Q: I've calculated boron arsenide at nine volumes, and the result contradicts what I was taught. Longer bonds mean weaker coupling between neighbours, and weaker coupling means a smaller splitting of levels. So the gap should shrink when the crystal is stretched. Mine grows. Is the calculation wrong?

Zincblende boron arsenide (BAs) at uniformly scaled volumes, calculated with Ansatz 0.2.0: all-electron LAPW, PBE functional, scalar-relativistic, no spin polarisation, 15×15×15 k mesh, Fermi–Dirac smearing of 0.03 eV. The band gap is taken from the k mesh, the smallest direct gap from a path through the Brillouin zone.

```csv
volume (Å³/atom),shortest distance (Å),band gap (eV),smallest direct gap on path (eV)
12.809,2.026,1.122,3.366
13.081,2.041,1.145,3.337
13.354,2.055,1.166,3.310
13.490,2.062,1.177,3.297
13.626,2.069,1.187,3.284
13.762,2.075,1.197,3.272
13.899,2.082,1.206,3.260
14.171,2.096,1.225,3.236
14.444,2.109,1.243,3.213
```

A: Look at both gap columns before you suspect the calculation. What does each of them do as the volume rises?

Q: The band gap rises in every step, from 1.122 to 1.243 eV. The smallest direct gap falls in every step, from 3.366 to 3.213 eV. So the rule holds for one and fails for the other.

A: It gets the sign right for one. The rule also makes a statement about size: the coupling between neighbours should vary as $1/d^2$, where $d$ is the shortest distance in the table. Start from the first row and see what that gives for the last.

Q: The bond length goes as the cube root of the volume, so every gap should be multiplied by $(12.809/14.444)^{2/3} = 0.923$. The band gap should then fall by about 0.09 eV, but it rises by 0.12 eV. The direct gap should fall by 0.26 eV, and it falls by only 0.15 eV. That's a poor score for a rule I've used for years.

A: It is, but you still don't know whether the rule or the calculation is at fault. You need a control: a spacing for which the rule ought to work at least roughly. Take the width of the valence band at Γ, the centre of the Brillouin zone. Between the volumes 13.081 and 14.171 Å³/atom the same calculations give a width that shrinks from 15.78 eV by 0.73 eV.

Q: How do I compare that with the gaps, which are so much smaller?

A: Ask which power of the bond length each spacing follows, that is, the change of its logarithm divided by the change of $\ln d$. The rule says −2 for all of them. Between those two volumes the valence band width gives −1.8, close to the rule. The direct gap gives −1.2 and the band gap gives +2.6.

Q: So the calculation does reproduce the rule where it should, and the gaps still depart from it.

A: Yes. The control covers only filled bands, so it can't prove the gaps right, but it speaks against a gross error. Comparing the powers is also how you recognise the failure in any such table. If one coupling controlled everything, all spacings would share one power. Here they don't even share a sign. The rule treats a gap as a single splitting, whereas a gap is the difference between two states that may respond to compression quite differently.

Q: Which two states are they?

A: Both gaps start from the valence top at Γ. The direct gap ends at a threefold p-like level, also at Γ. The band gap ends at a point four fifths of the way from Γ to X, the zone boundary along a cube axis. So your two columns describe two different transitions, and there was never a reason for them to run in parallel.

Q: Could the conduction minimum have jumped from one place to another along the series? That might also turn a trend round.

A: Its position is known at three of the volumes, 13.081, 13.626 and 14.171 Å³/atom, and it's the same mesh point each time. The gap also changes smoothly through the other rows, so a jump is unlikely. The mesh does cost you something else: the true minimum may lie between two points. With the mass of a free electron, the depth missed would be at most about 0.03 eV, which matters for the value of the gap but is only a quarter of its change over the series.

Q: Then why does the state near X behave so differently?

A: Think of an electron wave held in a box. If you squeeze the box, the wavelength shortens and the kinetic energy rises in proportion to what it already was. A state with much kinetic energy therefore climbs faster than one with little. If the valence top has more of it than the conduction minimum, the valence top catches up on compression and the gap shrinks.

Q: But the conduction state is higher in energy. Shouldn't it have more kinetic energy?

A: Not necessarily, because the two states belong to different wave vectors and the crystal potential also contributes to their energies. Theory gives a simple way to count. Ignore the potential for a moment, and fill the crystal with plane waves. Measure wave vectors in units of $2\pi/a$, where $a$ is the edge of the cubic cell, so that the kinetic energy is the squared length of the wave vector times

$$U = \frac{\hbar^2}{2m}\left(\frac{2\pi}{a}\right)^2 .$$

At Γ the lowest wave has squared length 0, and the next eight, of the type (1,1,1), have squared length 3. The four valence bands take the first wave and three combinations of the eight. So the valence top carries a kinetic energy of $3U$.

Q: Let me try the point near X. The wave vector is (0.8, 0, 0), with squared length 0.64. Adding reciprocal lattice vectors gives (−1.2, 0, 0), with 1.44, and then four waves of the type (−0.2, 1, 1), with 2.04. The valence bands use up the first four waves, so the lowest conduction band is the fifth and carries $2.04\,U$.

A: That's the whole argument. In this count the valence top has the larger kinetic energy, $3U$ against about $2U$, so it should climb faster when you squeeze and drop faster when you stretch. Stretching is therefore expected to open this gap. Now put in numbers for your series.

Q: In the first row $a$ is 4.68 Å, so $2\pi/a$ is 1.34 Å⁻¹. With $\hbar^2/2m = 3.81$ eV Å², $U$ comes to about 6.87 eV. In the last row it is smaller by the factor 0.923 from before, so it has dropped by 0.53 eV.

The gap should then open by $(3 - 2.04) \times 0.53 \approx 0.51$ eV. The calculation gives 0.12 eV. The sign is right, but the size is too large by a factor of four!

A: And you should say so whenever you use the argument. It contains no adjusted constant, but it leaves out the crystal potential, which also changes with volume. That's no small omission: the count alone puts the conduction state below the valence top, so the potential has to make the whole gap. The valence top is a bonding state, and its bonding weakens as the atoms move apart, which pushes it up and works against the opening. That can hardly explain the whole excess of about 0.4 eV, though: the direct gap, which separates this state from an antibonding one, shrinks by only 0.15 eV. Other effects of the potential are probably at work too, but the results don't separate kinetic from potential parts for single states. Here the count gets only the direction right, and in a crystal where the potential part is larger, even the direction can come out wrong.

Q: Does the same count explain the other spacings?

A: It suggests why your control worked. In the count the valence band runs from the wave with squared length 0 to those with 3, so its width is kinetic energy, which does scale as $1/d^2$. The potential matters here too, though: at 13.081 Å³/atom the count gives a width of about 20 eV, and the calculation gives 15.78 eV. The direct gap is the opposite case. Both of its ends come from the waves with squared length 3, so the kinetic parts cancel and the gap is made by the potential, which separates bonding from antibonding combinations. That separation weakens on stretching, which gives the sign you learned, though the count can't supply the power of −1.2.

Q: So all that's left of my rule here is its sign, and only for bonding and antibonding states at the same wave vector. What would gallium arsenide do?

A: There the conduction minimum is at Γ, and it is an s-like antibonding state. Such a state is very sensitive to the bond length, and the gap of gallium arsenide is well known to grow under pressure, until the minimum moves to X and the trend reverses. Boron arsenide has this s-like level too, but at 13.081 Å³/atom it lies 5.21 eV above the valence top, too high to set the gap. That distance shrinks steeply on stretching, with a power of about −8. Silicon is the better relative: its minimum also lies near X, and its gap shrinks under pressure, as yours does.

Q: I'd like to say which edge is responsible. The output lists the energies of both. From the first row to the last the valence top falls by 1.99 eV and the conduction minimum by 1.87 eV. So the gap opens because the valence top falls further.

A: The difference of those two numbers is sound. Each number alone is not. An infinite crystal has no surface and no vacuum outside, so the zero of its energy scale is a convention, and that zero moves relative to the electrons when the volume changes. Most of your 2 eV may be no more than that.

Q: Then I'll measure the valence top from a core level. Core electrons take no part in bonding, so they should stay put.

A: Try it with both atoms. Against the arsenic 3s level the valence top falls by 0.14 eV over the series. Against the boron 1s level it rises by 0.38 eV.

Q: The sign depends on which atom I choose?

A: Yes, because a core level follows the electrostatic potential at its own nucleus, and that potential changes differently at boron and at arsenic. Neither is a fixed mark. The change of the gap is the same with either reference, since the reference cancels. To say how far one edge moves you would need a common zero for the two volumes, for instance from a calculation that contains both in contact, and this series has none.

Q: A colleague in process engineering only wants to know how the gap responds to a change of volume. What do I give her instead of the rule?

A: Give her one coefficient for each gap. I fitted each column by least squares to a constant plus a coefficient times $\ln(V/V_0)$, using all nine rows, with $V_0$ = 13.90 Å³/atom, where the calculated pressure is almost zero. The coefficient is +1.0 eV for the band gap and −1.3 eV for the direct gap. A volume larger by one per cent thus widens the band gap by about 10 meV and narrows the direct gap by about 13 meV. The formula describes these rows to about 2 meV, but they are the rows it was fitted to.

Q: Can she use the gaps themselves?

A: Not as predictions of a measurement. PBE is known to give gaps that are too small, and the missing spin–orbit coupling would split the valence top and lower both gaps a little. The table has no better level of theory against which to measure either error. The coefficients hold for a uniform change of volume with the atoms at rest, so they don't describe a film strained in its plane, or the part of a temperature shift that comes from vibrations.

Q: And for the next semiconductor, before I've calculated anything?

A: Find out where the conduction minimum lies before you predict which way the gap will move. If it is an antibonding state at Γ and the valence top is a bonding one, expect the gap to shrink on stretching. If it lies near X, widening is a reasonable first guess, as here and in silicon, but it isn't a law: diamond also has its minimum near X and so gives the same count, yet its gap is known to grow under pressure. So check the guess with a calculation at two volumes. The bond length alone won't tell you which case you have.
